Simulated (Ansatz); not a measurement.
# How methods differ on SiNH2F (SMILES N[Si]F)

SiNH2F: 5 atoms, total charge 0, spin state singlet. As SMILES, `N[Si]F`. The shape is that of a PBE0-D4/def2-TZVP optimisation. This is one conformer, not always the lowest.

```xyz
5

N    -0.4213    0.2401   -0.3311
Si    0.1361   -1.1336    0.5051
F     1.5654   -0.5488    1.0015
H     0.0854    1.1096   -0.4209
H    -1.3157    0.2591   -0.7960
```

Quantity: the energy change with the N1–H4 bond stretched from 1.010 to 1.263 Å, in eV. The values are calculated.

```csv
level,kind,program,value (eV),less FCI/STO-3G,CPU time (all runs)
PBE/STO-3G (restricted),GGA,Ansatz,0.65,-0.06,2.3 s
r2SCAN/STO-3G (restricted),meta-GGA,Ansatz,0.76,+0.05,5.6 s
PBE0/STO-3G (restricted),global hybrid,Ansatz,0.82,+0.11,2.3 s
r2SCAN0/STO-3G (restricted),hybrid meta-GGA,Ansatz,0.89,+0.18,5.3 s
wB97X/STO-3G (restricted),range-separated hybrid,Ansatz,0.86,+0.15,10 s
B2PLYP/STO-3G (restricted),double hybrid,Ansatz,0.81,+0.10,3.4 s
MP2/STO-3G (restricted),perturbation theory,Ansatz,0.85,+0.14,0.25 s
BCCD(T)/STO-3G (restricted),coupled cluster or CI,Ansatz,0.71,0.00,0.42 s
FCI/STO-3G,exact in the basis,Ansatz,0.71,0.00,41 s
```

FCI/STO-3G is exact within its basis and frozen core, so for wave-function methods in that basis the difference is their error; functionals converge differently with the basis, so for them it is only a difference. The first shape isn't each level's own minimum. The values span 0.65 to 0.89 eV. All rows use very small basis sets, so even the best lies far from the true value. Times are those of the runs behind each value, whatever else they computed, on shared processors of several kinds: orders of magnitude only.

Stretching the N–H bond costs 0.71 eV at the FCI level, and BCCD(T) reproduces this, whereas MP2 gives 0.85 eV. As the bond lengthens, its σ and σ* orbitals move closer in energy and left-right correlation grows. A restricted determinant keeps too much ionic character in the stretched bond, and second-order pair correlation recovers too little of the growing correlation energy. The coupled pair amplitudes and triples restore the balance, so the bond is still well described from a single reference at this length.

Among the functionals, exact exchange stiffens the stretch: PBE0 lies above PBE, and r2SCAN0 above r2SCAN. Semilocal exchange mimics part of the left-right correlation, and replacing some of it with exact exchange removes that contribution. B2PLYP nevertheless falls slightly below PBE0, probably because its perturbative correlation offsets its larger share of exact exchange. The agreement of BCCD(T) with FCI at this modest stretch doesn't carry over to full N–H dissociation, where a restricted reference becomes qualitatively wrong.
